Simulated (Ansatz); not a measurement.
Strength of the Ga–H bond: C2H7GaO2 → C2H6GaO2 + H

Species: C2H7GaO2 `C[O][GaH][O]C`, singlet; C2H6GaO2 `C[O][Ga][O]C`, doublet; H atom, doublet. 

Shapes, held fixed at every level: PBE0-D4/def2-TZVP. Flexible molecules stand in one conformer, not always the lowest. Programs: Ansatz 0.2.0. The zero-point and thermal change to 298 K, harmonic and unscaled (PBE0-D4/def2-TZVP), is -14.6 kJ/mol.

```csv
level,kind,ΔH(298 K) (kJ/mol),less CCSD(T)/def2-TZVPP
HF/def2-SVP,Hartree–Fock,+262.3,-81.0
HF/def2-TZVPP,Hartree–Fock,+260.2,-83.1
PBE-D4/def2-TZVPP,GGA,+316.9,-26.4
r2SCAN-D4/def2-TZVPP,meta-GGA,+326.4,-16.9
B3LYP-D4/def2-TZVPP,global hybrid,+332.8,-10.5
wB97M-V/def2-TZVPP,range-separated hybrid,+340.8,-2.5
B2PLYP/def2-TZVPP,double hybrid,+333.7,-9.6
CCSD(T)/def2-TZVPP,coupled cluster or CI,+343.3,0.0
```

The highest level, CCSD(T)/def2-TZVPP, gives ΔH(298 K) = +343.3 kJ/mol; the levels span +260.2 to +343.3. The column of differences is taken from that level and isn't an error. Hartree–Fock misses the correlation of the pair that is broken and comes out low. No measured value is set beside it here. Open shells run unrestricted. Relativity is left out for Ga. Outer-core shells of Ga are correlated in most correlated rows, in sets that cover them unevenly.

Homolysis of this Ga–H bond costs +343.3 kJ/mol at the coupled-cluster level, which marks a strong, essentially covalent two-electron bond. Gallium is less electronegative than hydrogen, so the hydrogen carries hydridic character, yet the bond still breaks here into neutral radicals. The electronegative methoxy groups probably draw gallium 4p character into the Ga–O bonds, leaving an s-rich hybrid for hydrogen. The radical left behind is formally Ga(II), and its unpaired electron likely sits in a similar σ-type orbital, where the oxygen lone pairs can stabilise it only weakly.

The density functionals all give a weaker bond than coupled cluster, PBE-D4 most of all and wB97M-V least, possibly because they balance the correlation of the bonding pair against that of the separated radicals differently. The close agreement of wB97M-V for one reaction doesn't establish its accuracy for gallium hydrides in general. Since alkoxygallanes tend to associate through bridging oxygen, the monomer value needn't carry over to the condensed phase.
